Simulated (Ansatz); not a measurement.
## Mn: energy change per atom and largest site moment against volume scale

All results are calculated (Ansatz 0.2.0). Plane-wave DFT, scalar-relativistic PAW made under PBE with cores redone for the functional, no dispersion; the given relaxed cell is scaled uniformly, energy at zero smearing counts from the unscaled cell, pressure at the given Fermi-Dirac smearing is positive in compression.

The cell before it is scaled or strained (space group Pm-3m, No. 221):
```
CELL_PARAMETERS angstrom
0.00000 2.30250 2.30250
2.30250 0.00000 2.30250
2.30250 2.30250 0.00000
ATOMIC_POSITIONS crystal
Mn 0.00000 0.00000 0.00000
Mn 0.50000 0.50000 0.50000
```

Settings of every row: spin polarised yes; functional m-r2SCAN; wave cutoff 500 eV; smearing width 0.05 eV; k mesh 13x13x13.

Atom:
```csv
element,starting moment (Bohr magneton)
Mn,1.62
Mn,-1.62
```

Limits: search for a lower magnetic state is off; some atoms lie unusually close (a squeezed, shaken or made-up cell).

```csv
row,volume scale,V (Å³/atom),energy change per atom (meV),largest site moment (Bohr magneton),pressure (GPa)
1,0.88,10.742,110.33,1.15,27.18
2,0.92,11.23,45.06,1.32,16.06
3,0.96,11.718,10.35,1.47,7.13
4,1.04,12.695,8.9,1.74,-5.56
5,1.08,13.183,?,?,?
6,1.12,13.672,68.36,2,-13.28
```

Question: what energy change per atom and largest site moment should row 5 give?

Worked fit of energy change per atom. Take u = (V_r/V)^(2/3) − 1 with V_r = 11.718 Å³ an atom, which is twice the finite (Eulerian) strain; such expansions in the strain, on which the Birch-Murnaghan equation of state is built, carry the rest volume and the bulk modulus. The shown rows have u = 0.05969, 0.02876, 0, -0.05199, -0.09771. Least squares give energy change per atom = 10.871 + 803.36 × u + 14293.8 × u² meV; a straight line predicts inner rows, each left out in turn, worse (root mean square 41 against 1.5 meV). The rows lie off it by 0.58, -0.74, -0.52, 1.16, -0.48 (root mean square 0.74 meV). The withheld row has u = -0.07553, so the fit gives 10.871 + 803.36 × (-0.07553) + 14293.8 × (-0.07553)² = 31.74 meV.

The calculation gave 32.79 meV. The fit lies 1.05 meV (3.2 % of the value, 1 % of the column's range) below it; its largest miss of a shown row is 1.16 meV.

Worked fit of largest site moment. Take t = volume scale − 0.98. The shown rows have t = -0.1, -0.06, -0.02, 0.06, 0.14. Their means are 0.004 and 1.536 Bohr magneton; the sums about the means are S_tt = 0.03712 and S_ty = 0.1301, whose ratio is the slope. Least squares give largest site moment = 1.522 + 3.504 × t Bohr magneton. The rows lie off it by -0.02, 0.01, 0.02, 0.01, -0.01. The withheld row has t = 0.1, so the fit gives 1.522 + 3.504 × (0.1) = 1.87 Bohr magneton.

The calculation gave 1.87 Bohr magneton. The fit meets it to the printed digit.

The other values of row 5: pressure -9.92 GPa.
